The indium 2p1/2 level looks misplaced. In arsenic, 2p1/2 lies close to 2p3/2 and far above 2s, as if the 2p levels formed a narrow pair. In indium the pair has come apart, and 2p1/2 stands not far from midway between its two neighbours. The position is nevertheless regular, because two kinds of gap meet at this level and they grow at very different rates with nuclear charge.

Core levels of zinc-blende InAs, computed with exciting sodium using all-electron LAPW+lo density-functional theory and the PBEsol functional, without spin polarisation. The k-mesh is 8×8×8, with Fermi-Dirac smearing of 0.0272 eV and no spin-orbit coupling for the valence electrons. Energies are Kohn-Sham eigenvalues relative to the Fermi energy.

```
row  core level (eV)  core element  core shell
  1         -11700.7            As       1s1/2
  2          -1479.3            As       2s1/2
  3          -1321.4            As       2p1/2
  4          -1284.9            As       2p3/2
  5           -184.2            As       3s1/2
  6           -131.2            As       3p1/2
  7           -126.2            As       3p3/2
  8         -27718.1            In       1s1/2
  9          -4145.7            In       2s1/2
 10          -3866.4            In       2p1/2
 11          -3655.7            In       2p3/2
 12           -783.0            In       3s1/2
 13           -670.2            In       3p1/2
 14           -632.2            In       3p3/2
 15           -432.6            In       3d3/2
 16           -424.8            In       3d5/2
 17           -115.1            In       4s1/2
```

The column core level lists orbital energies from density-functional theory, counted from the Fermi energy. In the column core shell, the digit is the principal quantum number n, the letters s, p and d stand for orbital angular momentum l = 0, 1 and 2, and the fraction is the total angular momentum j. Spin-orbit coupling was left out for the valence electrons only. The core levels come from the Dirac equation, which contains spin-orbit coupling, so the existence of split levels is built in and only their sizes need explaining.

The orders of magnitude are worth remembering. From arsenic to indium the nuclear charge rises by half, from 33 to 49. The gap between s and p1/2 then roughly doubles, while the gap between p1/2 and p3/2 grows six- to eightfold. The first is a screening gap and the second a spin-orbit gap.

Around a bare nucleus, 2s and 2p1/2 would have the same energy, since the Dirac equation for a pure Coulomb field gives levels that depend only on n and j. The other electrons part them. A 2s electron spends some of its time close to the nucleus, inside most of the screening charge, whereas the centrifugal barrier keeps a 2p electron away from there. The 2p electron therefore feels a weaker average attraction and lies higher.

The size of this gap follows from the repulsion between electrons, which varies as one over their distance. Core orbitals shrink roughly in proportion to one over the charge that acts on them, so the repulsion, and with it the gap, grows roughly in proportion to that charge. Electrons farther in take away a larger share of the nuclear charge in arsenic than in indium, so the charge that is left rises faster than the nuclear charge itself, most of all in the third shell. The computed gaps rise faster still, so this estimate explains the modest growth but not its exact size. Relativity and changes in orbital shape may supply the rest, which the table cannot separate. The gaps can be summarised with a hydrogen-like formula, with Ry = 13.6 eV, Z the nuclear charge and σ the number of electrons that seem to screen it:

E = −Ry (Z − σ)² / n²

Solved for σ level by level, this formula says that 2p1/2 is screened by about 1.1 electrons more than 2s in arsenic and by about 1.2 more in indium. For 3p1/2 against 3s the excess is about 1.7 in both elements. The absolute σ also absorbs relativistic shifts, so it is no literal count of electrons. Its difference between s and p1/2, however, hardly changes from one element to the other, so the gap grows about as the first power of Z − σ. This is a handy rule fitted to two elements and not a second cause, because σ also includes outer electrons that lift both levels almost equally.

Spin-orbit coupling obeys a steeper law. An electron moving through the electric field of the nucleus experiences a magnetic field, and its energy depends on how its spin is oriented to its orbital motion. The strength of the coupling varies as the charge divided by the cube of the distance. Since the distance itself shrinks as one over the charge, the splitting rises as about the fourth power:

ΔE ≈ α² Ry (Z − s)⁴ / [n³ l(l + 1)]

Here α ≈ 1/137 is the fine-structure constant and s is the screening felt close to the nucleus.

Indium's 2p splitting can be estimated from arsenic's. In the full Dirac formula, of which the expression above is the leading term, the arsenic splitting of 36.5 eV corresponds to s ≈ 3.25. If indium has the same s, the fourth-power law gives for its splitting

36.5 eV × (45.75 / 29.75)⁴ ≈ 204 eV

The computed value is 210.7 eV, so the estimate is 3% low, although this indium splitting played no part in setting s. The full Dirac formula, with the same s, gives 213 eV, about 1% too high. The 3p pair, treated with the full Dirac formula in the same way, agrees to within 2%. The printed analysis below shows both transfers from arsenic to indium.

The two screening numbers, σ and s, must be kept apart. The energy of indium's 2p3/2 level corresponds to an effective charge of about 33, but its splitting corresponds to nearly 46. Put into the spin-orbit formula, the smaller charge would give only a quarter of the computed 2p splitting, and for 3p it would give a sixteenth. One effective charge therefore cannot describe both the depth of a level and its splitting.

Electrostatics explains the difference. A spherical shell of charge produces a constant potential in its interior and no field there. Electrons farther out thus raise a core level without changing the force on the core electron near the nucleus, where spin-orbit coupling arises. The level energy registers all the electrons, while the splitting registers mainly those farther in.

The n = 3 shell of indium shows the two kinds of gap in turn. Going up from 3s, the steps are 113, 38, 200 and 8 eV: screening, spin-orbit, screening, spin-orbit. The third step joins 3p3/2 and 3d3/2, which share the same j and would coincide around a bare nucleus. A 3s and a 3p electron both have an inner lobe of charge close to the nucleus, but a 3d electron has none. This loss of penetration is the likely reason why the step is the widest; in the hydrogen-like formula it amounts to about 3.5 electrons of extra screening.

The last step is small because the centrifugal barrier keeps a 3d electron away from the nucleus, where spin-orbit coupling is strong. The 3d splitting is about one fifth of the 3p splitting. A factor of three comes from l(l + 1), which is 2 for p and 6 for d; it would appear even around a bare nucleus. Most of the remaining factor of 1.6 comes from the weaker charge that the 3d electron feels, because more electrons lie between it and the nucleus.

The position of indium 2p1/2 now follows. In arsenic the 2p splitting is about a quarter of the screening gap below it; in indium it has reached three quarters. In indium's third shell it is only a third. There the factor n³ and the stronger inner screening cut the splitting to less than a fifth of its 2p value, while the screening gap still keeps two fifths of its own. For a neighbouring element, a reasonable first guess is to keep σ and s as they are and change only Z: the s–p1/2 gap then scales with Z − σ and the p splitting with (Z − s)⁴.

These energies should not be read directly as photoemission lines. Orbital energies of this kind leave out the relaxation of the other electrons when a core electron is removed, and they contain a spurious repulsion of each electron with itself. With functionals such as PBEsol, measured core lines usually lie deeper than the orbital energies. The self-repulsion differs between s and p orbitals, so it may also alter the screening gaps somewhat; the spin-orbit gaps should suffer less, since their two levels have nearly the same orbital shape.

Numerical output:

```
Screening gaps in eV, order As 2s-2p1/2, As 3s-3p1/2, In 2s-2p1/2, In 3s-3p1/2, In 3p3/2-3d3/2: 157.9, 53, 279.3, 112.8, 199.6
Spin-orbit gaps in eV, order As 2p, As 3p, In 2p, In 3p, In 3d: 36.5, 5, 210.7, 38, 7.8
Screening gap s-p1/2, ratio In to As, order n 2, n 3: 1.769, 2.128
Spin-orbit gap of p, ratio In to As, order n 2, n 3: 5.773, 7.6
Ratio of nuclear charges In to As: 1.485
Fourth power of that ratio: 4.861
Inner screening constant from the splitting in electrons, order As 2p, As 3p, In 2p, In 3p, In 3d: 3.249, 8.416, 3.362, 8.553, 12.77
In splitting predicted with the As screening constant in eV, order 2p, 3p: 213.3, 38.59
Miss of that prediction in percent, order In 2p, In 3p: 1.247, 1.541
Effective charge from the level energy, order In 2p3/2, In 3p3/2, In 3d5/2: 32.78, 20.45, 16.76
Computed splitting over the one from that energy charge, order In 2p, In 3p, In 3d: 4.028, 16.19, 22.09
Extra screening of the higher l in electrons, same order as the screening gaps: 1.144, 1.722, 1.197, 1.703, 3.534
Largest change of these if the raw zero of energy is used in percent: 1.482
As 3p splitting from the unrounded output in eV: 5.023
In 3p splitting over In 3d splitting: 4.872
```
